# Band Jahn-Teller softening of a shear modulus

Strain engineering in silicon works because a shear strain lowers some conduction valleys, raises others, and electrons move into the lower ones. That repopulation also lowers the free energy by an amount quadratic in the strain, so it reduces the elastic constant. In doped semiconductors this is the small effect analysed by Keyes. In a metal with a high density of states near the Fermi level it can cancel the whole shear modulus and make the cubic lattice unstable. This is the band Jahn-Teller effect, applied to A15 compounds by Labbé and Friedel and often invoked for the martensitic transition of Ni$_2$MnGa.

## 1. Conventions and premises

**Strain.** A cubic crystal stores the elastic energy density $\tfrac12 C_{11}\sum_i\epsilon_{ii}^2+C_{12}\sum_{i<j}\epsilon_{ii}\epsilon_{jj}$ for diagonal strain. For the traceless tetragonal strain $\epsilon_{zz}=\delta$, $\epsilon_{xx}=\epsilon_{yy}=-\delta/2$ this is $\tfrac34(C_{11}-C_{12})\delta^2=\tfrac12C'(\sqrt3\,\delta)^2$ with $C'=(C_{11}-C_{12})/2$. We therefore define

$$e_3=\frac{2\epsilon_{zz}-\epsilon_{xx}-\epsilon_{yy}}{\sqrt3},\qquad e_2=\epsilon_{xx}-\epsilon_{yy},$$

for which the shear energy is $\tfrac12C'(e_2^2+e_3^2)$. Since $c/a-1=\epsilon_{zz}-\epsilon_{xx}=3\delta/2$ to first order, $c/a-1=(\sqrt3/2)\,e_3$. Below, $e$ is either amplitude and $C\equiv C'$. The normalisation matters: the deformation potential must be defined per unit of the same $e$ that gives $\tfrac12Ce^2$.

**Premises.**

1. The free energy density is $F=\tfrac12C_0e^2+F_{\rm el}(e,T)$. The background modulus $C_0>0$ collects ion cores, deep bands, band shifts of order $e^2$ and strain-induced mixing with distant bands. It is taken as independent of $T$.
2. $F_{\rm el}$ describes independent electrons. Band $i$ has density of states $N_i(E)$ per volume, summed over spin, and shifts rigidly by $g_ie$.
3. Two bands are degenerate at $e=0$, with $N_+=N_-=N/2$ and $g_\pm=\pm G$. An $e_g$ orbital doublet is the model case: symmetry gives it the coupling $G(e_3\sigma_z+e_2\sigma_x)$, with Pauli matrices $\sigma$ in orbital space and eigenvalues $\pm G\sqrt{e_2^2+e_3^2}$.
4. The electron density $n$ is fixed, and electrons equilibrate among the bands faster than the strain changes.

The Fermi function is $f(E)=[e^{(E-\mu)/kT}+1]^{-1}$, with $k$ the Boltzmann constant.

## 2. Modulus at fixed electron number

**Step 1: grand potential.** With energies $E$ counted in the unshifted band,

$$\Omega(\mu,e)=-kT\sum_i\int N_i(E)\,\ln\!\left[1+e^{(\mu-E-g_ie)/kT}\right]dE .$$

Differentiating the logarithm gives a Fermi function, so $\partial\Omega/\partial\mu=-\sum_in_i$ and $\partial\Omega/\partial e=\sum_ig_in_i$, with $n_i=\int N_i(E)f(E+g_ie)\,dE$.

**Step 2: stress.** At fixed $n$ the potential is $F_{\rm el}=\Omega+\mu n$, with $\mu(e)$ fixed by $\sum_in_i=n$. Then

$$\frac{dF_{\rm el}}{de}=\frac{\partial\Omega}{\partial e}+\left(\frac{\partial\Omega}{\partial\mu}+n\right)\frac{d\mu}{de}=\sum_ig_in_i, \tag{1}$$

because the bracket vanishes. Each electron contributes the slope of its own band.

**Step 3: repopulation.** The occupation depends on $E+g_ie-\mu$, so

$$\frac{dn_i}{de}=D_i\left(\frac{d\mu}{de}-g_i\right),\qquad D_i=\int N_i(E)\left(-\frac{\partial f}{\partial E}\right)dE .$$

$D_i=\partial n_i/\partial\mu$ is the thermally averaged density of states, the quantity behind quantum capacitance. Number conservation, $\sum_idn_i/de=0$, gives $d\mu/de=\sum_ig_iD_i/\sum_iD_i$.

**Step 4: second derivative.** Differentiating (1) and adding the background,

$$C=C_0-\sum_ig_i^2D_i+\frac{\left(\sum_ig_iD_i\right)^2}{\sum_iD_i}. \tag{2}$$

The electronic part is $-\sum_iD_i$ times the variance of $g_i$ under the weights $D_i$. It is never positive, and it vanishes if all bands shift together, since then no electron has anywhere better to go.

**Step 5: the symmetric pair.** At $e=0$, $D_+=D_-$ and $g_\pm=\pm G$, so the last term vanishes and

$$\boxed{C(T)=C_0-G^2D(T),\qquad D(T)=\int N(E)\left(-\frac{\partial f}{\partial E}\right)dE} \tag{3}$$

where $N$ counts both bands and both spins per volume. The cubic state is unstable where $G^2D>C_0$.

Three remarks follow. First, bands with $g=0$ enter (2) only through the denominator of a vanishing term, so (3) survives them, although they affect $\mu(T)$. Second, the stress vanishes at $e=0$ for every $T$, so $\partial^2F/\partial e\,\partial T=0$ there and the isothermal and adiabatic moduli coincide. Third, in $n$-type silicon the strain $e_2$ shifts the $x$ and $y$ valleys by $\pm\Xi_ue_2/2$, with $\Xi_u$ the shear deformation potential, and leaves $z$ alone. For non-degenerate carriers $D_i=n_i/kT$, the two active valley pairs hold $2n/3$, and (3) gives $\Delta C'=-\Xi_u^2n/6kT$.

## 3. Step-edge density of states

If $N(E)$ is smooth on the scale $kT$, $D$ hardly depends on $T$. Strong softening on cooling needs structure within a few $kT$ of $\mu$. The simplest is a step, as at a quantum-well subband edge: $N(E)=D_0$ for $E>0$ and zero below.

**Filling.** Substituting $u=e^{(\mu-E)/kT}$ turns $\int_0^\infty f\,dE$ into $kT\int_0^{z}du/(1+u)$ with $z=e^{\mu/kT}$, so

$$n=D_0kT\ln(1+z).$$

At $T=0$, $n=D_0kT_F$, which defines the Fermi temperature $T_F$ counted from the edge. If the pair holds a fixed $n$, then $1+z=e^{T_F/T}$.

**Averaged density of states.** $D=D_0\int_0^\infty(-\partial f/\partial E)\,dE=D_0f(0)=D_0\,z/(1+z)$, hence

$$D(T)=D_0\left[1-e^{-T_F/T}\right]. \tag{4}$$

For $T\ll T_F$, $D\to D_0$. For $T\gg T_F$, $D\to D_0T_F/T=n/kT$, the non-degenerate form met in silicon. A step down from $D_0$ to zero just above $\mu$ gives (4) as well, with holes in place of electrons.

**Stability limit.** Define $\lambda=G^2D_0/C_0$. $D(T)$ rises monotonically on cooling to its maximum $D_0$, so $C$ reaches zero only if $\lambda>1$. Setting $C(T_0)=0$ gives $e^{-T_F/T_0}=1-1/\lambda$, or

$$\boxed{kT_0=\frac{kT_F}{\ln\left[\lambda/(\lambda-1)\right]}},\qquad\lambda>1. \tag{5}$$

$T_0$ falls to zero as $\lambda\to1^+$ and approaches $\lambda T_F=G^2n/(kC_0)$ for $\lambda\gg1$. Differentiating (3) with (4) gives the slope

$$\left.\frac{dC}{dT}\right|_{T_0}=\frac{G^2D_0\,e^{-T_F/T_0}\,T_F}{T_0^2}=\left(G^2D_0-C_0\right)\frac{T_F}{T_0^2}. \tag{6}$$

## 4. Is $T_0$ the transition temperature?

$C=0$ marks the loss of local stability. It is the transition point only if no distorted state has become more stable earlier, and this needs $F$ at finite strain.

**Exact stress.** Let $x=Ge/kT$, $t=T_F/T$, $s=e^{-t}$. The lowered and raised bands hold $n_\mp=\tfrac12D_0kT\ln y_\mp$ with $y_\mp=1+ze^{\pm x}$. Fixed $n$ means $y_-y_+=e^{2t}$, so write $y_\mp=e^{t\pm h}$. Eliminating $z$ through $(y_--1)e^{-x}=(y_+-1)e^{x}$ gives $e^{t}(e^{h-x}-e^{x-h})=e^{-x}-e^{x}$, that is $\sinh(x-h)=s\sinh x$. With $n_--n_+=D_0kT\,h$ and (1),

$$\sigma=\frac{dF}{de}=C_0e-GD_0kT\,h(x),\qquad h(x)=x-\operatorname{arsinh}(s\sinh x). \tag{7}$$

**Shape of $h$.** Its slope is $h'=1-s\cosh x/\sqrt{1-s^2+s^2\cosh^2x}$. The fraction grows with $\cosh x$ from $s$ to 1, so $h$ is concave for $x>0$, starts with slope $1-s$ and saturates at $t$. Equilibrium, $\sigma=0$, reads $x=\lambda h(x)$. For a concave $h$ through the origin a non-zero root exists only if $\lambda(1-s)>1$, which is $T<T_0$, and the root grows continuously from zero. Within premises 1 to 4 the transition is therefore continuous and $T_m=T_0$.

**Expansion.** With $\sinh x=x+x^3/6$ and $\operatorname{arsinh}y=y-y^3/6$ to third order, $h=(1-s)x-(s-s^3)x^3/6$. Integrating (7),

$$F=F(0)+\tfrac12Ce^2+\tfrac14Be^4,\qquad B=\frac{G^4D_0\,(s-s^3)}{6(kT)^2}>0, \tag{8}$$

and the quadratic term reproduces (3) and (4).

**Saturation.** As $T\to0$ with the raised band empty, $h\to t$, the stress is $C_0e-Gn$, and

$$e_0=\frac{Gn}{C_0}=\lambda\,\frac{kT_F}{G}. \tag{9}$$

The raised band is empty if $Ge_0>kT_F$, which holds for $\lambda>1$.

**The cubic term.** Stretching and compressing a cube axis are not related by symmetry, so the invariant $e_3(e_3^2-3e_2^2)$ is allowed in $F$. Lattice anharmonicity supplies it even though the symmetric doublet does not. Along $e=e_3$, take $F-F(0)=\tfrac12Ce^2-\tfrac13Ae^3+\tfrac14Be^4$. At the transition a distorted minimum is degenerate with $e=0$, so $F-F(0)=0$ and $dF/de=0$ together. Dividing out powers of $e$ leaves $\tfrac12C-\tfrac13Ae+\tfrac14Be^2=0$ and $C-Ae+Be^2=0$. Subtracting twice the first from the second gives $-\tfrac13Ae+\tfrac12Be^2=0$, so

$$e_m=\frac{2A}{3B},\qquad C(T_m)=\frac{2A^2}{9B}>0. \tag{10}$$

A real cubic-to-tetragonal transition is thus first order and lies above the stability limit, $T_m\approx T_0+C(T_m)/(dC/dT)$. The sign of $A$ selects $c/a>1$ or $c/a<1$. Equation (5) estimates $T_m$ from below.

## 5. Range of validity

**Reservoir bands.** Equation (4) needs the pair to keep its electrons. Add a broad band with constant density of states $D_r$ and $g=0$. It has no thermal shift of its filling, so number conservation reads $D_0kT\ln(1+z)+D_r\mu=(D_0+D_r)kT_F$. At $C=0$, $z/(1+z)=1/\lambda$ still holds, so $1+z=\lambda/(\lambda-1)$, $z=1/(\lambda-1)$ and

$$\frac{T_F}{T_0}=\frac{D_0\ln\frac{\lambda}{\lambda-1}+D_r\ln\frac{1}{\lambda-1}}{D_0+D_r}. \tag{11}$$

The reservoir keeps $\mu$ from sinking and raises $T_0$. For $D_r\gg D_0$, $\mu$ is pinned, $D$ never falls below $D_0/2$, and a finite $T_0$ needs $1<\lambda<2$. The lowered band then keeps filling at $T=0$: $C_0e=\tfrac12GD_0(kT_F+Ge)$ gives $e_0=[\lambda/(2-\lambda)]\,kT_F/G$.

**Interactions.** In terms of the orbital polarisation $p=n_--n_+$, the result (3) is the minimum of $p^2/2D-Gep$, namely $-\tfrac12G^2De^2$. An interaction energy $\tfrac12Up^2$ moves the minimum to $p=GeD/(1+UD)$ and replaces $D$ by $D/(1+UD)$. $U$ may have either sign.

**Rigid shifts.** Real $e_g$ bands are degenerate only at symmetry points and lines, and $g$ depends on $\mathbf k$. Equation (2) holds with $i$ running over Bloch states, and $\sum gD=0$ by cubic symmetry, so $G^2$ becomes the average of $g_{\mathbf k}^2$ weighted by $-\partial f/\partial E$. Mixing between bands a few $kT$ apart adds a further $T$-dependent softening.

**Sharp edge.** Disorder and lifetime broadening must be small against $kT_F$.

**Time scale.** Premise 4 needs $\omega\tau\ll1$ for strain frequency $\omega$ and interband relaxation time $\tau$. In the opposite limit the populations freeze and the modulus is $C_0$.

**Uniform strain.** The result concerns $q\to0$. A phonon at finite $q$ can go soft first.

## 6. Illustration: Ni$_2$MnGa

The parent phase of Ni$_2$MnGa is the cubic L2$_1$ Heusler structure with four formula units (f.u.) per cubic cell. It is ferromagnetic where it transforms, and the states usually held responsible are minority-spin Ni $e_g$ states near the Fermi level. The spin sum in $D$ then has one active channel, and no factor of two is to be added.

Inputs: an approximate lattice constant $a=5.82$ Å, and assumed values of typical size, $D_0=2.0$ states/(eV f.u.), $G=2.5$ eV, $C_0=30$ GPa, $kT_F=25$ meV. The set was picked so that $T_0$ lands at a couple of hundred kelvin, the range where the stoichiometric alloy transforms, so $T_0$ is no test of the model. Intermediate values are carried unrounded.

**Units.** The volume per f.u. is $a^3/4=49.3$ Å$^3$. With 1 eV/Å$^3$ = 160.2 GPa, 1 eV/f.u. is 3.25 GPa. In device units $D_0=4.1\times10^{22}$ cm$^{-3}$eV$^{-1}$, and $n=D_0kT_F=0.050$ per f.u. $=1.0\times10^{21}$ cm$^{-3}$.

**Coupling.** $G^2D_0=12.5$ eV/f.u. $=40.6$ GPa, so $\lambda=1.35$. Also $T_F=290$ K.

| $T$ (K) | $D/D_0$ | $G^2D$ (GPa) | $C'$ (GPa) |
|---|---|---|---|
| 350 | 0.56 | 22.9 | 7.1 |
| 300 | 0.62 | 25.2 | 4.8 |
| 250 | 0.69 | 27.9 | 2.1 |

**Stability limit.** $1-1/\lambda=0.262$ and $\ln[\lambda/(\lambda-1)]=1.34$, so $kT_0=18.7$ meV and $T_0=216$ K, with slope 0.066 GPa/K from (6). The low-temperature strain (9) is $e_0=0.014$, or $|c/a-1|=0.012$.

**Size of what was left out.**

- *Inputs.* Changing $G$ by ten per cent, to 2.25 or 2.75 eV, moves $T_0$ to 120 or 308 K. Below $G=2.15$ eV there is no instability.
- *Reservoir.* With $\ln[1/(\lambda-1)]=1.04$, (11) gives 244 K for $D_r=D_0$ and 280 K for pinned $\mu$, where $e_0=0.021$ and $|c/a-1|=0.018$.
- *Interaction.* An assumed $U=+0.1$ eV f.u. gives $UD_0=0.2$. The condition $G^2D/(1+UD)=C_0$ then needs $D/D_0=1/(\lambda-UD_0)=0.87$, and $T_0$ drops to 144 K.
- *Magnetisation.* If the minority edge carries an assumed exchange shift of 0.3 eV proportional to the magnetisation, a ten per cent change of magnetisation moves it by 30 meV, more than $kT_F$. The table assumes a fixed edge, which is least defensible in its upper rows, nearest the Curie point.
- *Cubic term.* At $T_0$, $B=3.0\times10^4$ GPa. An assumed $|A|=200$ GPa gives $|e_m|=0.0045$, $C'(T_m)=0.30$ GPa and $T_m-T_0\approx5$ K. The jump has $x=0.60$, where the expansion (8) is still usable. The offset grows as $A^2$.
- *Background.* A typical relative drift of $C_0$ of $3\times10^{-4}$ K$^{-1}$ is 0.009 GPa/K, small against the electronic slope.

Several of these shift $T_0$ by tens of per cent, so the three figures above serve only to trace the arithmetic. The model does reproduce the qualitative behaviour of a $C'$ that is small and falls on cooling. It misses the real alloy elsewhere. The distortion it gives is too small by a large factor, because emptying a pocket 25 meV deep saturates at about one per cent of strain. The real transition is clearly first order, with $C'$ still finite, so the continuous transition of the symmetric model and the small jump estimated here both understate the discontinuity by a large factor. The stoichiometric alloy also passes through a premartensitic phase driven by a transverse acoustic phonon along [110] at finite wavevector and ends in a modulated martensite, and a theory of uniform strain describes neither.